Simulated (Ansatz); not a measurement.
Ir: pressure against volume scale

Periodic Kohn-Sham DFT of a crystal at fixed atoms, scaled to volume_scale times the given cell; pressure positive in compression, energy less spherical unpolarised free atoms, largest_vzz the field gradient of largest size among the nuclei. The results are calculated, by Ansatz 0.2.0.

The cell before it is scaled or strained (space group Fm-3m, No. 225):
```
cell vectors (Å)
   0.0000     1.9197     1.9197
   1.9197     0.0000     1.9197
   1.9197     1.9197     0.0000
atoms (fractions of the cell vectors)
Ir  0.00000  0.00000  0.00000
```

Settings of every row: method frozen-core PAW; functional PBEsol; relativity scalar; k mesh 15x15x15; filling fermi-dirac; smearing width 0.05 eV; wave cutoff 420 eV; paw set soft_2.

Atom start moment: 0 on all atoms.

Limits: PAW files made with PBE; no spin-orbit coupling on heavy atoms.

| row | volume scale | V (Å³/atom) | pressure (GPa) |
| --- | --- | --- | --- |
| 1 | 0.94 | 13.3 | 24.214 |
| 2 | 0.9405 | 13.307 | 23.946 |
| 3 | 0.96 | 13.583 | 14.105 |
| 4 | 0.98 | 13.866 | 5.149 |
| 5 | 0.99 | 14.008 | ? |
| 6 | 1 | 14.149 | -2.787 |
| 7 | 1.01 | 14.291 | -6.408 |
| 8 | 1.04 | 14.715 | -16.022 |

Question: what pressure should row 5 give?

Worked fit of pressure. Take u = (V_r/V)^(2/3) − 1 with V_r = 13.866 Å³ an atom, which is twice the finite (Eulerian) strain; such expansions in the strain, on which the Birch-Murnaghan equation of state is built, carry the rest volume and the bulk modulus. The shown rows have u = 0.02817, 0.02781, 0.01384, 0, -0.01338, -0.01993, -0.03884. Least squares give pressure = 5.1498 + 618.948 × u + 1988.05 × u² + 2221 × u³ GPa; a parabola predicts inner rows, each left out in turn, worse (root mean square 0.026 against 0.008 GPa). The rows lie off it by 0.001, -0.002, 0.002, -0.001, -0.006, 0.006, -0.001 (root mean square 0.0034 GPa). The pressure vanishes at u = -0.0086, or V = 14.05 Å³ an atom, and there the bulk modulus at fixed shape and fractions is B = −V dP/dV = (2/3)(1 + u) dP/du = 387 GPa. The withheld row has u = -0.00677, so the fit gives 5.1498 + 618.948 × (-0.00677) + 1988.05 × (-0.00677)² + 2221 × (-0.00677)³ = 1.050 GPa.

The calculation gave 1.06 GPa. The fit lies 0.010 GPa (0.025 % of the column's range) below it; its largest miss of a shown row is 0.006 GPa.
